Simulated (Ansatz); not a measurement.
A series in volume scale on Ge

Results calculated with Ansatz 0.2.0, not measured. Free energy against uniform scaling of the volume at fixed shape and fractions; periodic cell, basis, potentials, k mesh and filling as listed.

The cell before it is scaled or strained (space group Cmmm, No. 65):
```
Ge
1.0
      1.3971    -2.6005     0.0000
      1.3971     2.6005     0.0000
      0.0000     0.0000     2.6982
Ge
1
Direct
  0.50000 0.50000 0.00000
```

Settings of every row: functional r2SCAN; dispersion D3(BJ); potentials PAW; wave cutoff 630 eV; density cutoff 2520 eV; k mesh 9x9x9; k shift 0x0x0; occupations cold; smearing width 0.3 eV; spin none; SCF threshold exponent -9.

Limits: coarse k mesh, up to 40 meV an atom off; dispersion damping borrowed; wide smearing; the cell comes from a prototype or a list of computed structures and needn't be the stable phase.

```
row  volume scale  V (Å³/atom)  energy above lowest point (meV/atom)
  1          0.92       18.037                                   1.8
  2        0.9467       18.561                                     0
  3        0.9733       19.082                                   5.6
  4             1       19.606                                     ?
  5        1.0267       20.129                                  34.6
  6        1.0533       20.651                                  56.3
  7          1.08       21.174                                  81.5
```

Question: what energy above lowest point should row 4 give?

Worked fit of energy above lowest point. Take u = (V_r/V)^(2/3) − 1 with V_r = 19.605 Å³ an atom, which is twice the finite (Eulerian) strain; such expansions in the strain, on which the Birch-Murnaghan equation of state is built, carry the rest volume and the bulk modulus. The shown rows have u = 0.05715, 0.03715, 0.01819, -0.01743, -0.03406, -0.05003. Least squares give energy above lowest point = 17.47 − 824.9 × u + 9353 × u² + 4998 × u³ meV/atom; a parabola predicts inner rows, each left out in turn, worse (root mean square 0.26 against 0.11 meV/atom). The rows lie off it by 0.0, 0.0, 0.0, -0.1, 0.1, 0.0. Its lowest point lies at u = 0.0426, or V = 18.41 Å³ an atom, and the curvature there gives the bulk modulus at fixed shape and fractions, B = (4/9)(1 + u)² E″(u)/V = 84 GPa. Letting shape and atoms relax would as a rule lower it, by much in layered, chain or molecular crystals. The withheld row has u = -3e-05, so the fit gives 17.47 − 824.9 × (-3e-05) + 9353 × (-3e-05)² + 4998 × (-3e-05)³ = 17.5 meV/atom.

The calculation gave 17.5 meV/atom. The fit meets it to the printed digit.
